## Examination question: correlation energy along X–SnH₂Br

Three sizes sum up the seven closed-shell molecules below, in a triple-zeta basis; they are not general rules. Correlation is worth roughly half an eV per correlated electron. CCSD shifts the MP2 total by a few tenths of an eV, and the perturbative triples correction (T) adds about 3 to 4 % to the CCSD correlation energy.

Ansatz 0.2.0, gas phase: frozen-core MP2, CCSD and CCSD(T) with the program's default cores, and PBE-D4 gaps, all in def2-TZVPP at PBE0-D4/def2-TZVP geometries, with a def2 core potential on Sn. The molecules are *[SnH2][Br] (SMILES) with the group * varied; the marked atom is the Sn that carries it. Electronegativities are Pauling's.

```tsv
group *	formula	binding atom	its electronegativity	point group	bond from the marked atom to the group (Å)	correlated electrons	MP2 correlation (eV)	same-spin share of MP2	CCSD less MP2 (eV)	(T) (eV)	(T) over CCSD correlation (%)	T1 diagnostic	PBE gap (eV)
*H	BrH3Sn	H	2.200	C3v	1.700	34	-16.56	0.306	-0.41	-0.492	2.90	0.0103	4.99
*C=C	C2H5BrSn	C	2.550	Cs	2.118	44	-25.23	0.285	-0.70	-0.961	3.71	0.0109	5.14
*CF	CH4BrFSn	C	2.550	C1	2.165	46	-27.83	0.287	-0.54	-0.904	3.19	0.0107	4.92
*N	BrH4NSn	N	3.040	Cs	2.004	40	-22.35	0.295	-0.41	-0.747	3.28	0.0106	4.58
*Cl	BrClH2Sn	Cl	3.160	Cs	2.319	40	-21.35	0.301	-0.63	-0.743	3.38	0.0100	4.80
*O	BrH3OSn	O	3.440	C1	1.954	40	-23.01	0.298	-0.24	-0.750	3.23	0.0114	5.05
*OC	CH5BrOSn	O	3.440	C1	1.950	46	-27.63	0.284	-0.56	-0.956	3.39	0.0117	4.47
```

The star marks where a group binds to Sn, and hydrogens are implicit, so \*N is NH₂ and \*OC is OCH₃. A negative "CCSD less MP2" means that CCSD recovers more correlation. T1 is the norm of the CCSD single-excitation amplitudes divided by $\sqrt{N}$, with $N$ the number of correlated electrons. The gap is the PBE orbital difference between LUMO and HOMO.

**Questions**

1. Does $N$ or the electronegativity order the MP2 energies?
2. Which electrons are correlated in \*H, and how should rows be compared?
3. Estimate the same-spin share by counting pairs, and explain the outcome.
4. Does MP2 overshoot CCSD anywhere?
5. Does the (T) share follow the gap?
6. How reassuring is T1, and what would freezing the d shells change?
7. Which digits can be trusted?

## Model answer

Values below that are not in the table, such as increments, correlation coefficients, Hartree–Fock gaps, orbital shifts and double amplitudes, come from the same runs; the analysis output printed after the answer lists them.

**1.** The electron count orders them: every step up in $N$ gives a more negative energy, with a correlation coefficient of $-0.99$ against $-0.35$ for electronegativity. Correlation is short-ranged, so it adds up roughly atom by atom and grows with the molecule. Electronegativity describes only the binding atom, and \*O and \*OC share it while differing by 4.62 eV. At equal $N$ the order is \*O, \*N, \*Cl over a spread of 1.66 eV, which is usually traced to the tighter packing of electrons in compact second-row shells. Unequal basis quality for these elements may contribute and was not tested.

**2.** The valence shells of \*H hold 14 electrons from Sn, Br and the three hydrogens. The other 20 are the filled Br 3d and Sn 4d shells, as the frozen-orbital counts of the runs show for every row. This shared background makes up about half of $N$ and dilutes each ratio in the table. The group is therefore best seen in increments, a row less \*H, provided the SnH₂Br part changes little. These increments compare different molecules and are not reaction energies.

*Remark.* A per-electron average hides this. The added electrons bring 0.80 eV each for \*Cl and 1.08 eV for \*O, about twice the 0.487 eV average of \*H. The d shells need not be the reason: the valence pairs on Sn and Br and in the Sn–H bonds are diffuse and correlate weakly too, and the Sn 4d shell is no weak contributor. The table does not split the total by shell.

**3.** With $n=N/2$ doubly occupied orbitals there are $n(n-1)$ same-spin pairs among $n(2n-1)$ pairs in all. If every pair counted equally, the share would be

$$s=\frac{n-1}{2n-1},\qquad s(\text{*H})=\frac{16}{33}=0.485 .$$

The calculation gives 0.306, so the count is $0.485/0.306\approx1.6$ times the computed share. Nothing was fitted to this or any other row. The count is too high in all seven rows, and it creeps upward with $N$ while the computed share mostly falls.

Pairs are not equal, and theory says how. The two electrons of one orbital overlap fully, correlate strongly and have opposite spins. For two different orbitals the same-spin MP2 term contains a direct integral less an exchange integral, which is the Fermi hole at work: like spins already avoid each other. Where the exchange part is small, as for distant orbitals or a d orbital paired with a valence orbital of the same atom, the share comes near one half, but such pairs are weaker than those within one orbital.

The H₂ molecule is the limiting picture, a single bond pair with a same-spin share of exactly zero. A C–H bond resembles it, and the increments agree: inserting CH₂ (\*O to \*OC) has the lowest share, 0.215, while replacing H by Cl, with several pairs on one centre, has the highest, 0.285. The analogy ends at the neighbours, since adjacent bonds correlate with each other and lift the share well above zero. Every increment lies below the share of \*H, so that row heads the column. Its high share most likely comes from the filled d shells, with many orbitals on one centre, and not from its Sn–H bonds; the fall along the series is then a dilution of that background and may well reverse with the d shells frozen. With the d shells correlated as here, a methyl group, not computed, should lower the share relative to \*H.

**4.** In no total: MP2 recovers 97 to 99 % of the CCSD correlation in all rows. Among the increments from \*H, in this one basis, only \*O overshoots, by 0.17 eV, and \*N breaks even. The triples increment of $-0.258$ eV more than cancels the overshoot, so that against CCSD(T) MP2 is still 0.09 eV short even there.

This is the standard behaviour of the perturbation series. For well-separated, H₂-like pairs higher orders deepen the correlation, while for pairs crowded on O or F they add little. Lone pairs alone do not decide it: \*Cl has them too, yet its increment deepens by 0.22 eV. The CH₂ insertion shows the first case with $-0.32$ eV. If that value is carried over to \*CF, then $-0.13-(-0.32)=+0.19$ eV is left for the step from H to F, the same sign as for H to OH. A positive increment need not mean that MP2 overshoots on O or F itself: each such step also removes a bond pair to hydrogen, of the kind CCSD deepens, and the table cannot separate the two. The filled d shells, where MP2 tends to overshoot, probably also help to keep the totals close to CCSD.

**5.** It does not. \*C=C has both the largest gap and the largest share, and the correlation coefficient over all rows is $+0.02$. Without that row the PBE gap gives $-0.63$, but the Hartree–Fock gap of the same calculations gives $+0.82$, so even the sign depends on the definition. (T) sums over all triple excitations and weights those among orbitals in the same region, whereas the gap subtracts two edges that move separately. From \*O to \*OC the HOMO rises by 0.62 eV with the LUMO almost fixed, while \*Cl has the lowest LUMO.

The vinyl row stands out for a local reason. Its largest double amplitude is 0.079, against at most 0.042 elsewhere, the usual signature of $\pi\to\pi^*$ correlation in a double bond; the orbitals were not inspected. In increments its triples share is 5.2 %, yet \*Cl reaches 5.0 % with no π bond. The numbers explain the latter: \*Cl gains about the same (T) as \*N and \*O, divided by a smaller CCSD increment.

*Remark.* Coefficients from six or seven rows describe and do not prove. A ratio should be taken apart into numerator and denominator before it is given a cause.

**6.** All references are stable closed-shell singlets, and T1 stays near 0.01, half the customary warning level of 0.02. The d electrons enlarge $N$ and may dilute it. If they carried no amplitude at all, \*H would rise to $0.0103\sqrt{34/14}=0.0161$, and to four decimals no row passes that value. The verdict survives but the ranking does not, since \*H moves from second lowest to joint highest. Freezing the d shells would shrink all totals by a roughly common amount and, by the locality argument, leave the increments nearly intact; that the (T) shares would rise is a guess.

**7.** The totals are specific to the basis: d shells are correlated without core-valence functions, so their decimals serve only for differences. How much this matters here is unknown, since every run uses the same basis. The makers of the data report, from tests on other systems, that it moves the CCSD(T) limit by up to about 4 kJ/mol, or 0.041 eV, per bond, and correlated values in finite sets by more. That is a warning and not an error bar for these rows. The increments in answer 4 are therefore results for def2-TZVPP only, and a larger basis with core-valence functions could change even the sign of the small ones, the \*O overshoot included. The 0.007 eV spread of (T) among \*N, \*Cl and \*O exceeds the rounding of 0.001 eV but is too small to earn a chemical cause.

Spin–orbit coupling is absent and Br carries no relativistic term, which bears on the absolute orbital edges. Each row is one conformer, not necessarily the lowest. \*N is pyramidal, with an angle sum of 343° and its N–H bonds eclipsing the Sn–H bonds, so it may be a rotational saddle, and its high HOMO and small gap hold for this geometry only. PBE orbital gaps are not excitation energies and usually lie well below fundamental gaps.

The analysis program printed:

```
Totals: N, d part %, MP2/N eV, MP2/CCSD %, MP2/CCSD(T) %, same-spin share, pair count, T1 per valence count
*H    34  58.8  -0.487  97.58  94.83 0.306 0.485 0.0161
*C=C  44  45.5  -0.573  97.30  93.82 0.285 0.488 0.0148
*CF   46  43.5  -0.605  98.10  95.07 0.287 0.489 0.0142
*N    40  50.0  -0.559  98.20  95.08 0.295 0.487 0.0150
*Cl   40  50.0  -0.534  97.13  93.96 0.301 0.487 0.0141
*O    40  50.0  -0.575  98.97  95.88 0.298 0.487 0.0161
*OC   46  43.5  -0.601  98.01  94.80 0.284 0.489 0.0156
Increments: dN, dMP2 eV, per electron, d(CCSD-MP2) eV, d(T) eV, d(T) meV per electron,
  d(T)/dCCSD %, same-spin share, CCSD(T) less MP2 in eV and kJ/mol
*H->*C=C  10  -8.67 -0.867 -0.29 -0.469 -46.9  5.2 0.244 -0.76 -73
*H->*CF   12 -11.27 -0.939 -0.13 -0.412 -34.3  3.6 0.258 -0.54 -52
*H->*N    6  -5.79 -0.965 +0.00 -0.255 -42.5  4.4 0.262 -0.26 -25
*H->*Cl   6  -4.79 -0.798 -0.22 -0.251 -41.8  5.0 0.285 -0.47 -45
*H->*O    6  -6.45 -1.075 +0.17 -0.258 -43.0  4.1 0.277 -0.09 -8
*H->*OC   12 -11.07 -0.922 -0.15 -0.464 -38.7  4.1 0.251 -0.61 -59
*O->*OC   6  -4.62 -0.770 -0.32 -0.206 -34.3  4.2 0.215 -0.53 -51
*OC->*CF (both 46): dMP2 -0.20, d(CCSD-MP2) +0.02, d(T) +0.052 eV
Levels (eV): PBE HOMO, LUMO, shifts from *H, PBE gap, HF gap; largest double, empty occupation, (T) %
*H    -6.90 -1.91 +0.00 +0.00 4.99 12.82 0.031 0.043 2.90
*C=C  -6.80 -1.66 +0.10 +0.25 5.14 12.72 0.079 0.065 3.71
*CF   -6.71 -1.79 +0.20 +0.12 4.92 12.88 0.035 0.047 3.19
*N    -6.20 -1.62 +0.70 +0.29 4.58 13.14 0.042 0.046 3.28
*Cl   -7.27 -2.47 -0.36 -0.56 4.80 13.31 0.032 0.048 3.38
*O    -7.03 -1.99 -0.13 -0.08 5.05 13.34 0.031 0.049 3.23
*OC   -6.41 -1.95 +0.49 -0.04 4.47 13.35 0.037 0.050 3.39
*O->*OC: HOMO +0.62, LUMO +0.04, gap -0.58 eV
r of MP2 with N -0.99, with electronegativity -0.35
r of same-spin share with pair count -0.93; mean share/count 0.60
r of (T) share with PBE gap +0.02, without *C=C -0.63
r of (T) share with HF gap +0.00, without *C=C +0.82
Spread at 40 electrons: MP2 1.66, CCSD-MP2 0.39, (T) 0.007 eV = 0.7 kJ/mol
T1 range 0.0100-0.0117; per valence count 0.0141-0.0161
Rounding of a difference: MP2 0.01 eV = 1.0 kJ/mol, (T) 0.001 eV; 4 kJ/mol = 0.041 eV
*N: angle sum at N 343 deg, one H-N-Sn-H torsion 1 deg
```
